## One nitrogen out of four

Row 8 looks wrong. It is a nitrogen atom like those in rows 5 to 7, it has six metal neighbours like them, and its contacts are just as long. Yet its Bader charge is −2.477 e where the other three have −2.249 e. A tenth more negative charge sits on one of four atoms that a formula such as TiAl₃N₄ treats as equal.

Ansatz 0.2.0, PBE, scalar-relativistic PAW with plane waves to 420 eV, no spin polarisation: TiAl₃N₄, cubic 8-atom cell (Pm-3m, edge 4.136 Å), fixed atoms, 10×10×10 k mesh, Gaussian smearing of 0.1 eV. The s, p and d electrons are Löwdin populations summed by atom, zero for shells that the datasets lack; Bader volumes leave out near-empty space.

```
row  bader charge (e)  element  s electrons (e)  p electrons (e)  d electrons (e)  bader volume (Å³)
  1             1.798       Ti            2.273            5.983            2.785              7.390
  2             2.475       Al            0.506            1.465            0.000              3.580
  3             2.475       Al            0.506            1.465            0.000              3.580
  4             2.475       Al            0.506            1.465            0.000              3.580
  5            -2.249        N            1.441            4.458            0.000             12.860
  6            -2.249        N            1.441            4.458            0.000             12.860
  7            -2.249        N            1.441            4.458            0.000             12.860
  8            -2.477        N            1.433            4.557            0.000             14.040
```

The Bader charge comes from cutting space into one region per atom along the surfaces where the electron density is lowest between neighbours. The electrons in each region are counted and compared with the neutral atom. The Bader volume is the size of that region. The s, p and d electrons come from a different method, named after Löwdin, which projects the electrons onto atomic orbitals.

## The smooth pattern and its breaks

The plainest picture is ionic. Each metal atom gives up three electrons, each nitrogen takes three, and incomplete transfer shrinks all charges by the same factor. A least-squares fit of that single factor to all eight atoms gives 77 % of the formal charge, or about 2.31 e on every site, positive or negative.

The largest break is then not row 8 but row 1. Titanium carries only 1.80 e, about half an electron less than the common value. Row 8 misses it by 0.17 e, and so do the aluminium atoms, which are more positive than the common value. These two misses are alike because row 8 and aluminium carry almost the same amount of charge, while titanium and rows 5 to 7 pull the common value down. A weakly charged metal and two unequal kinds of nitrogen are thus to be explained, and they turn out to have one origin.

## Who sits next to whom

The crystal is an ordered rocksalt structure in which metal and nitrogen alternate along each axis. The nitrogen atoms of rows 5 to 7 touch four aluminium atoms and two titanium atoms. The nitrogen of row 8 touches six aluminium atoms and no titanium. If titanium is a poor donor, row 8 is the only nitrogen that never has to deal with it.

This can be made quantitative by letting each metal atom share its charge equally among its six nitrogen neighbours. With $q$ for the Bader charge of an atom and $n$ for the number of neighbours of a kind, a nitrogen atom should carry

$$q_\mathrm{N} = -\frac{n_\mathrm{Al}\,q_\mathrm{Al} + n_\mathrm{Ti}\,q_\mathrm{Ti}}{6}.$$

For rows 5 to 7 this gives

$$q_\mathrm{N} = -\frac{4\times 2.475 + 2\times 1.798}{6}\ \mathrm{e} = -2.249\ \mathrm{e},$$

which is the computed value. For row 8 the titanium term drops out and the formula gives −2.475 e, within 0.002 e of the table. The metal charges are taken from the table and no constant is adjusted. Because the cell is neutral, however, the two agreements are one test and not two: if one kind of nitrogen comes out right, the other must.

## What the agreement means

The rule could well have failed. A nitrogen atom that gets little from titanium might have drawn more from its aluminium neighbours to make up for it. If charge moves only between touching metal and nitrogen atoms, the charges show no such compensation: aluminium gives about 0.41 e per contact to either kind of nitrogen, and titanium gives about 0.30 e. The table cannot exclude a direct shift between titanium and aluminium that happens to be offset, but it needs none. The high charge of row 8 is therefore no peculiarity of that atom but the low charge of titanium seen from the other side.

Each aluminium neighbour replaced by titanium thus makes a nitrogen atom less negative by about 0.11 e. A nitrogen with five aluminium neighbours and one titanium should fall halfway between the two kinds found here. This cell holds no such site, so that value is an interpolation and not a result.

## Why titanium gives less

The reason lies in the orbitals that each metal offers to nitrogen. The filled 2p orbitals of nitrogen mix with empty orbitals of the metal, and the bonding electrons then belong partly to both atoms. Titanium offers, besides a diffuse 4s orbital, its 3d shell, which is more compact and is expected to lie mostly inside titanium's own region. The share of the bonding electrons that enters this shell is counted as titanium's, and its charge drops.

Aluminium offers 3s and 3p orbitals, which are diffuse. Its Bader region is small, 3.58 Å$^3$, about the volume of a sphere of radius 0.95 Å. Much of an aluminium 3s or 3p orbital reaches beyond that, into space that the Bader cut assigns to nitrogen. Aluminium therefore looks more strongly ionised than titanium even where its orbitals take part in the bond.

This account is the established chemistry of transition-metal nitrides, and the table supports it without proving it. The projection finds 2.8 d electrons on titanium, where a Ti$^{3+}$ ion would hold one. An excess of this kind is what mixing with nitrogen 2p produces, because the projection also collects the d part of the bonding states. For the same reason the figure must not be read as the number of electrons in a separate d shell. It also exceeds the roughly 2.2 electrons that titanium's Bader region holds beyond its 3s and 3p shells, so part of it lies outside that region.

## A second way of counting

Löwdin charges follow from the table by subtracting the populations from the electrons that each atom brings to the calculation: 12 for titanium, 3 for aluminium and 5 for nitrogen. Titanium's count includes its filled 3s and 3p shells, which make up most of its s and p electrons in the table. Titanium then has a charge of 0.96 e and aluminium 1.03 e. The wide gap between the two metals has nearly closed. This fits the picture above, since a projection credits aluminium with the outer parts of its diffuse orbitals, wherever they lie. It is weak support, though: the projection has no 4p orbital for titanium and no 3d for aluminium, and the charge it leaves unplaced is several times the remaining gap.

Row 8 remains the most negative nitrogen, and its extra electrons are of p character. But the difference from the other nitrogen atoms is now 0.09 e, four times what the sharing rule gives with Löwdin charges. The projection also fails to place 0.36 of the 41 electrons, more than the difference in question, so it cannot decide whether the rule or the counting is at fault. The order of the two kinds of nitrogen is therefore safer than the size of the step between them.

## How far to trust the numbers

The calculation used a standard density functional and held the densities of the two spins equal everywhere. The cell comes out metallic, so the one electron left over by the formal count sits in a band. The density of states at the Fermi level is low, so a magnetic moment is not expected at this level of theory, although the run cannot exclude one. The crystal itself is an ordered model whose symmetry fixes all metal–nitrogen contacts at the same length. That makes the comparison clean, because distance plays no part in it, but a real alloy with local distortions would add an effect that is absent here.

For practical work the lesson concerns models that give each element one fixed charge. Such a model of this nitride would miss a difference of about 10 % between nitrogen atoms, as measured by Bader charges. Counting the titanium neighbours of each nitrogen recovers it.
